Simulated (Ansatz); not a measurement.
**[AlH3]− (SMILES [AlH3-]): methods side by side**

[AlH3]−: 4 atoms, total charge -1, spin state doublet. SMILES: `[AlH3-]`. Geometry: a GFN2-xTB relaxation, a rough one for these elements and not checked as a minimum.

```xyz
4

Al   -0.1611    0.4553   -0.3073
H     0.4719    0.7541    1.2244
H    -1.3501   -0.6839    0.0505
H     1.0393   -0.5256   -0.9677
```

Each level gives the energy change with the Al1–H2 bond stretched from 1.684 to 2.526 Å (eV). The values are calculated.

```json
{"level": "UHF/6-31G* (spherical functions)", "kind": "Hartree–Fock", "program": "Ansatz", "value (eV)": "1.41", "less CCSDT/6-31G*": "+0.15", "CPU time (all runs)": "0.4 s"}
{"level": "USVWN5/6-31G* (spherical functions)", "kind": "LDA", "program": "Ansatz", "value (eV)": "1.26", "less CCSDT/6-31G*": "0.00", "CPU time (all runs)": "1.6 s"}
{"level": "U-revPBE/6-31G* (spherical functions)", "kind": "GGA", "program": "Ansatz", "value (eV)": "1.18", "less CCSDT/6-31G*": "-0.08", "CPU time (all runs)": "2.7 s"}
{"level": "U-r2SCAN/6-31G* (spherical functions)", "kind": "meta-GGA", "program": "Ansatz", "value (eV)": "1.30", "less CCSDT/6-31G*": "+0.04", "CPU time (all runs)": "7.6 s"}
{"level": "UPBE0/6-31G* (spherical functions)", "kind": "global hybrid", "program": "Ansatz", "value (eV)": "1.32", "less CCSDT/6-31G*": "+0.06", "CPU time (all runs)": "3.5 s"}
{"level": "U-wB97X/6-31G* (spherical functions)", "kind": "range-separated hybrid", "program": "Ansatz", "value (eV)": "1.35", "less CCSDT/6-31G*": "+0.09", "CPU time (all runs)": "19 s"}
{"level": "RPA@PBE/6-31G* (spherical functions)", "kind": "RPA", "program": "Ansatz", "value (eV)": "1.22", "less CCSDT/6-31G*": "-0.04", "CPU time (all runs)": "3.1 s"}
{"level": "UCCSDT/6-31G* (spherical functions)", "kind": "coupled cluster or CI", "program": "Ansatz", "value (eV)": "1.26", "less CCSDT/6-31G*": "0.00", "CPU time (all runs)": "2 s"}
{"level": "FCI/3-21G", "kind": "exact in the basis", "program": "Ansatz", "value (eV)": "1.17", "less CCSDT/6-31G*": "-0.09", "CPU time (all runs)": "3.3 s"}
```

UCCSDT/6-31G* (spherical functions) is the highest level here, not the true value. Sets without diffuse functions describe the anion poorly. The first shape isn't each level's own minimum. The values span 1.17 to 1.41 eV. High-level rows in very small sets aren't better than simpler rows in larger ones. Times are those of the runs behind each value, whatever else they computed, on shared processors of several kinds: orders of magnitude only.

Every level makes stretching this Al–H bond uphill, with a fairly modest cost. The starting geometry is clearly pyramidal, which suggests that the extra electron occupies an Al-centred orbital of mixed 3s and 3p character rather than a pure out-of-plane 3p orbital. As hydrogen moves away, this electron can begin to pair with the one left on aluminium, leading towards closed-shell AlH2− and a hydrogen atom. That incipient lone pair probably offsets part of the lost Al–H bonding.

Hartree–Fock gives the largest cost, 1.41 eV, probably because it misses correlation that stabilises the stretched bond more than the compact one. LDA matches UCCSDT at 1.26 eV, but agreement for a single displacement doesn't establish that it describes the whole bond-breaking curve equally well. The lower FCI value doesn't measure the excitations missing from UCCSDT, since the basis changes as well. None of these energies is a dissociation energy, as the stretched structure is still short of separated fragments.
